**How is the Lekner–Sperb Bessel expansion derived, and what do I do when two ions are almost on the same row?**

I want periodic Coulomb energies without an Ewald splitting parameter. I have seen a formula that turns a row of images into a series of $K_0$ functions, and a 3D version with $\ln(\cosh-\cos)$ terms. Where do they come from, and which boundary condition do they carry? My series hardly converges for a pair at $\rho/L=0.01$.

---

**Answer**

## Premises and conventions

Point charges $q_i$ (in units of $e$) sit in an orthorhombic cell with edges $a,b,L$ along $x,y,z$, volume $V=abL$, and $\sum_i q_i=0$. Potentials are written as inverse lengths; multiply by $e^2/4\pi\varepsilon_0=14.3996$ eV Å for energies. For a separation $\mathbf r=(x,y,z)$ put $\rho^2=x^2+y^2$, $s=\rho/L$, $t=z/L$. Euler's constant is $\gamma$, and $K_0(w)=\int_0^\infty e^{-w\cosh\tau}d\tau$.

## 1. One row of images

Define
$$S(\rho,z)=\sum_{n=-\infty}^{\infty}\left[\frac{1}{\sqrt{\rho^2+(z+nL)^2}}-\frac{1-\delta_{n0}}{|n|L}\right],\qquad \rho>0,$$
with no subtraction at $n=0$. The terms fall as $1/n^2$, so the sum converges absolutely, and uniformly for bounded $z$. Shifting $z\to z+L$ changes the partial sum over $|n|\le N$ only by end terms of order $1/N$, so $S$ has period $L$. It is even in $z$ and smooth, hence equal to its Fourier series $LS=\sum_k c_k e^{2\pi ikt}$. Uniform convergence allows integration term by term, and the unit intervals join into one long interval:
$$c_k=\lim_{N\to\infty}\left[\int_{-N}^{N+1}\frac{e^{-2\pi ikt}\,dt}{\sqrt{s^2+t^2}}-2H_N\,\delta_{k0}\right],\qquad H_N=\sum_{n=1}^N\frac1n .$$

**Modes $k\neq0$.** Let $\kappa=2\pi|k|$ and write $(s^2+t^2)^{-1/2}=\frac{2}{\sqrt\pi}\int_0^\infty e^{-(s^2+t^2)u^2}du$. The Gaussian integral over $t$ gives $(\sqrt\pi/u)\,e^{-\kappa^2/4u^2}$. (The exchange of integrals is legitimate with a factor $e^{-\epsilon t^2}$ inserted, and $\epsilon\to0$ follows by dominated convergence in $u$.) The substitution $u^2=(\kappa/2s)e^{\tau}$ gives $du/u=d\tau/2$ and $s^2u^2+\kappa^2/4u^2=\kappa s\cosh\tau$, so
$$c_k=2\int_0^\infty\frac{du}{u}\,e^{-s^2u^2-\kappa^2/4u^2}=\int_{-\infty}^{\infty}e^{-\kappa s\cosh\tau}d\tau=2K_0(\kappa s).\tag{1}$$

**Mode $k=0$.** The integral is $\operatorname{arsinh}\frac{N+1}{s}+\operatorname{arsinh}\frac{N}{s}=2\ln\frac{2N}{s}+o(1)$, and $H_N=\ln N+\gamma+o(1)$. Therefore $c_0=-2[\gamma+\ln(s/2)]$.

Pairing $\pm k$:
$$\boxed{S=\frac4L\sum_{k=1}^\infty K_0\!\left(\frac{2\pi k\rho}{L}\right)\cos\frac{2\pi kz}{L}-\frac2L\left[\gamma+\ln\frac{\rho}{2L}\right]}\tag{2}$$
The logarithm is the potential of a uniform line of charge density $1/L$; the Bessel terms are the corrugation due to discreteness. The subtracted $1/|n|L$ is independent of position and drops out of a neutral cell.

**Truncation.** From $\cosh\tau\ge1+\tau^2/2$ follows $K_0(w)<\sqrt{\pi/2w}\,e^{-w}$. Stopping at $k=K$, bounding the square root by its value at $K+1$ and summing the geometric series gives
$$L|\Delta S|<\frac{2}{\sqrt{(K+1)s}}\;\frac{e^{-2\pi(K+1)s}}{1-e^{-2\pi s}}.\tag{3}$$
The truncation error is exponentially small in $K\rho/L$, but the prefactor grows as $1/2\pi s$ at small $s$, and the number of terms scales as $L/\rho$.

## 2. From rows to the 3D lattice

The lattice sum of $1/r$ is conditionally convergent, so its meaning has to be fixed. I take the Ewald convention with conducting surroundings. The pair potential $\phi$ is the periodic, zero-mean solution of $\nabla^2\phi=-4\pi[\sum_{\mathbf R}\delta(\mathbf r-\mathbf R)-1/V]$, with $\mathbf R$ the lattice vectors and $\mathbf G$ the reciprocal ones:
$$\phi=\frac{4\pi}{V}\sum_{\mathbf G\ne0}\frac{e^{i\mathbf G\cdot\mathbf r}}{G^2},\qquad E=\frac12\sum_{i\ne j}q_iq_j\phi(\mathbf r_{ij})+\frac{\xi}{2}\sum_iq_i^2,\qquad \xi=\lim_{r\to0}\left(\phi-\frac1r\right).$$
Since $1/r$ is square integrable near the origin, the series converges in $L^2$ and may be grouped freely. Split it into three groups, with $|x|\le a/2$ and, as $\phi$ is even in $y$, $0\le y\le b/2$.

**(a) $G_z=2\pi k/L\neq0$.** Now $\kappa=|G_z|$. Equation (1) reads $K_0(\kappa\rho)=\int_0^\infty\frac{du}{u}e^{-\rho^2u^2-\kappa^2/4u^2}$. Its 2D Fourier transform is $\pi\int_0^\infty u^{-3}e^{-(G_\perp^2+\kappa^2)/4u^2}du=2\pi/(G_\perp^2+\kappa^2)$. Poisson summation then gives $\sum_{\mathbf G_\perp}e^{i\mathbf G_\perp\cdot\boldsymbol\rho}/(G_\perp^2+\kappa^2)=\frac{ab}{2\pi}\sum_{l,m}K_0(\kappa\rho_{lm})$ with $\rho_{lm}^2=(x+la)^2+(y+mb)^2$. Multiplying by $4\pi/V$ and pairing $\pm k$ gives the Bessel part of (2), once for every row.

**(b) $G_z=0$, $G_x=2\pi p/a\ne0$.** The 1D transform of $e^{-g|y|}/2g$ is $1/(g^2+G_y^2)$, so $\sum_{G_y}e^{iG_yy}/(g^2+G_y^2)=b\sum_m e^{-g|y+mb|}/2g$ with $g=2\pi|p|/a$. With $u_m=2\pi|y+mb|/a$ and $\theta=2\pi x/a$ the group equals $\frac2L\sum_m\sum_{p\ge1}\cos(p\theta)e^{-pu_m}/p$. The real part of $-\ln(1-e^{-u+i\theta})$ closes the $p$ sum:
$$2\sum_{p\ge1}\frac{\cos p\theta\,e^{-pu}}{p}=-\ln\left(1-2e^{-u}\cos\theta+e^{-2u}\right)=u-\ln[2(\cosh u-\cos\theta)].$$

**(c) $G_z=G_x=0$.** The Fourier series $\sum_{q\ge1}\cos(2\pi q\eta)/q^2=\pi^2(\eta^2-\eta+\frac16)$ on $0\le\eta\le1$, with $\eta=y/b$, gives $\frac{2\pi}{aL}\left(\frac{y^2}{b}-y+\frac b6\right)$. The linear piece cancels $u_0/L$ from the $m=0$ term of (b). Collecting,
$$\boxed{\begin{aligned}L\phi={}&4\sum_{k\ge1}\cos\frac{2\pi kz}{L}\sum_{l,m}K_0\!\left(\frac{2\pi k\rho_{lm}}{L}\right)-\ln[2(\cosh u_0-\cos\theta)]\\&-\sum_{m\ne0}\Big\{\ln[2(\cosh u_m-\cos\theta)]-u_m\Big\}+\frac{2\pi y^2}{ab}+\frac{\pi b}{3a}\end{aligned}}\tag{4}$$
No splitting parameter appears, only cutoffs of convergent series.

**What real-space row summation gives.** Add the line terms $-\frac1L\ln\rho_{lm}^2$ of (2) over $l$ at fixed $m$. With $w=(x+i(y+mb))/a$, the product $\sin\pi w=\pi w\prod_{l\ge1}(1-w^2/l^2)$ and $4|\sin\pi w|^2=2(\cosh u_m-\cos\theta)$ turn the sum into $-\frac1L\ln[2(\cosh u_m-\cos\theta)]$ plus position-independent terms. Adding planes $\pm m$ in pairs, $u_m+u_{-m}=4\pi|m|b/a$ is also independent of position. So rows, then planes, then a stack of planes reproduce (4) up to constants, which neutrality removes, but *without* the term $2\pi y^2/V$ in $\phi$. Its contribution to the energy is
$$\frac12\sum_{i,j}q_iq_j\frac{2\pi(y_i-y_j)^2}{V}=-\frac{2\pi M_y^2}{V},\qquad M_y=\sum_iq_iy_i ,$$
where the $y_i$ are the coordinates within the one cell that is repeated. The stacked sum is thus the energy per cell of a slab normal to $y$ in vacuum, $E_{\rm slab}=E+2\pi M_y^2/V$. Omit the $y^2$ term and a polar cell will not match an Ewald code.

## 3. Small $\rho$: polygamma and zeta forms

After reduction to the nearest image, every row other than $l=m=0$ has $\rho_{lm}\ge\min(a,b)/2$. Only the central row can be slow. For it, return to the definition of $S$ with $|t|\le\frac12$, keep $n=0$ exactly, and expand the others binomially:
$$\frac{1}{\sqrt{s^2+(n\pm t)^2}}=\sum_{j=0}^\infty\binom{-1/2}{j}\frac{s^{2j}}{(n\pm t)^{2j+1}},\qquad s<1-|t| .$$
For $j=0$, the series of the digamma function gives $\sum_{n\ge1}[\frac1{n+t}-\frac1n]=-\gamma-\psi(1+t)$. For $j\ge1$ the double series converges absolutely, and the $n$ sum is the Hurwitz function $\zeta(2j+1,1\pm t)=-\psi^{(2j)}(1\pm t)/(2j)!$, as follows from differentiating the digamma series $2j$ times. Hence
$$\boxed{LS=\frac{1}{\sqrt{s^2+t^2}}-2\gamma-\psi(1+t)-\psi(1-t)+\sum_{j\ge1}\binom{-1/2}{j}s^{2j}\big[\zeta(2j+1,1+t)+\zeta(2j+1,1-t)\big]}\tag{5}$$
For every $n$ the terms alternate in $j$ and decrease in size, so the truncation error is below the first omitted term. Successive terms shrink by at least the factor $[s/(1-|t|)]^2$.

When $r=\sqrt{\rho^2+z^2}<L$, the Legendre expansion of $1/|\mathbf r\pm nL\hat{\mathbf z}|$ can be used instead. Odd orders cancel between $\pm n$ and order zero cancels the subtraction:
$$LS=\frac Lr+2\sum_{j\ge1}\zeta(2j+1)\left(\frac rL\right)^{2j}P_{2j}\!\left(\frac zr\right).\tag{6}$$

Now use (2) backwards: the central Bessel series in (4) equals $LS+2\gamma+\ln(\rho^2/4L^2)$. Its logarithm joins the $u_0$ term into
$$C=2\gamma+\ln\frac{\rho^2}{8L^2(\cosh u_0-\cos\theta)}\;\xrightarrow{\rho\to0}\;2\gamma+2\ln\frac{a}{4\pi L},$$
because $2(\cosh u_0-\cos\theta)\to(2\pi\rho/a)^2$. The two logarithmic singularities cancel, leaving only $1/r$. By (6), $S-1/r\to0$ at the origin, so the self term is
$$L\xi=2\gamma+2\ln\frac{a}{4\pi L}+\frac{\pi b}{3a}-4\sum_{m\ge1}\ln\left(1-e^{-2\pi mb/a}\right)+4\sum_{k\ge1}\sum_{(l,m)\ne(0,0)}K_0\!\left(\frac{2\pi k\sqrt{l^2a^2+m^2b^2}}{L}\right).\tag{7}$$
For a cube this gives $L\xi=-2.83729748$.

## 4. Range of validity

- Equation (2) is exact for all $\rho>0$ and useful once $\rho/L$ is a few tenths. Equation (5) holds for $s<1-|t|$, including $\rho=0$ with $z\neq0$. In the worst case $|t|=\frac12$ the gains per term, $e^{-2\pi s}$ and $4s^2$, are equal at $s=0.24$, which is a sensible region for the switch. Converge both forms there, or energies and forces jump by the truncation error.
- Equation (4) needs an orthorhombic cell. Bessel terms decay as $e^{-2\pi k\rho_{lm}/L}$ and the plane terms as $e^{-u_m}$, so label the axes $L\le a\le b$ for speed. The exact value does not depend on the labelling.
- $E$ is the energy of a neutral cell in conducting surroundings. For a charged cell the same expression is the energy with a uniform compensating background.
- Forces follow by differentiation, which multiplies each Bessel term by a factor of order $2\pi k/L$; at equal cutoff they are less converged than the energy.
- Used directly, (4) is an all-pairs formula, with work growing as the square of the number of ions.

If only $\rho$ is small and $z$ is not, relabelling the axes for that pair cures a 3D problem. The forms (5) and (6) are unavoidable for a system periodic in one direction only, for the self term, and for near neighbours in a large cell, where $\rho\le r\ll L$ for every axis.

## 5. Numbers at $\rho/L=0.01$

Take a point-ion model of rock-salt MgO, with a typical Mg–O distance $d=2.1$ Å, assumed formal charges $\pm2$, and a cubic cell with $L=100d=210$ Å. The Mg–O pair at $(x,y,z)=(d,0,2d)$ has $s=0.01$, $t=0.02$, $r=4.70$ Å and $L/r=44.72135955$. Even the best axis ($y$) would only give $s=0.0224$.

**Bessel route.** The exponential factor per term is $e^{-2\pi s}=0.939$ (0.869 on the best axis). At $K=100$ the bound (3) is 0.057, and the first omitted term alone is $3.4\times10^{-3}$. The bound first drops below $10^{-6}$ at $K=267$, where it is $9.8\times10^{-7}$.

**Polygamma route.** The factor per term is at most $(0.01/0.98)^2=1.04\times10^{-4}$:

| term of (5) | value |
|---|---|
| digamma part ($j=0$) | $9.619775\times10^{-4}$ |
| $j=1$ | $-1.204548\times10^{-4}$ |
| $j=2$ | $7.822\times10^{-9}$ |
| $j=3$ | $-6.4\times10^{-13}$ |
| $LS-L/r$ | $8.415305\times10^{-4}$ |

So $LS=44.72220108$. The whole image correction of the row is smaller than the single Bessel term omitted at $K=100$, while the terms up to $j=2$ fix it to better than $10^{-12}$. The leading term of (6), $2\zeta(3)(t^2-s^2/2)=8.4144\times10^{-4}$, already gives most of it.

**3D pair potential.** With $y=0$, $C=2\gamma+2\ln[s/(4\sin\pi s)]$:

| contribution to $L\phi-L/r$ | value |
|---|---|
| central row, $LS-L/r$ | 0.00084153 |
| $C$ | $-3.90728817$ |
| $\pi/3$ | 1.04719755 |
| planes $m\ne0$ | 0.00747591 |
| Bessel terms of the other rows | 0.01552305 |
| total | $-2.83625013$ |

The total exceeds $L\xi$ by 0.00104735. This can be understood without (4): near the origin $\nabla^2(\phi-1/r)=4\pi/V$, cubic symmetry forbids a quadratic harmonic term, and so the leading dependence is $\frac{2\pi}{3}(r/L)^2=0.00104720$, the rest starting at fourth order in $r/L$.

In energy units $e^2/4\pi\varepsilon_0L=68.57$ meV and $L\phi=41.88510942$. With $q_iq_j=-4$ the model's pair term is $-11.49$ eV, against $-12.27$ eV for the bare Coulomb pair. Almost all of the 0.78 eV difference is the constant $\xi$, which cancels in $E$ once all pairs and self terms of the neutral cell are added, since $\frac{\xi}{2}(\sum_iq_i)^2=0$. The position-dependent image part is only $-0.29$ meV. These are unscreened terms of a lattice sum in the point-ion model and not observables of MgO; the interaction of two extra charges embedded in the real crystal, well apart, would be weaker by its static dielectric constant, typically about 10.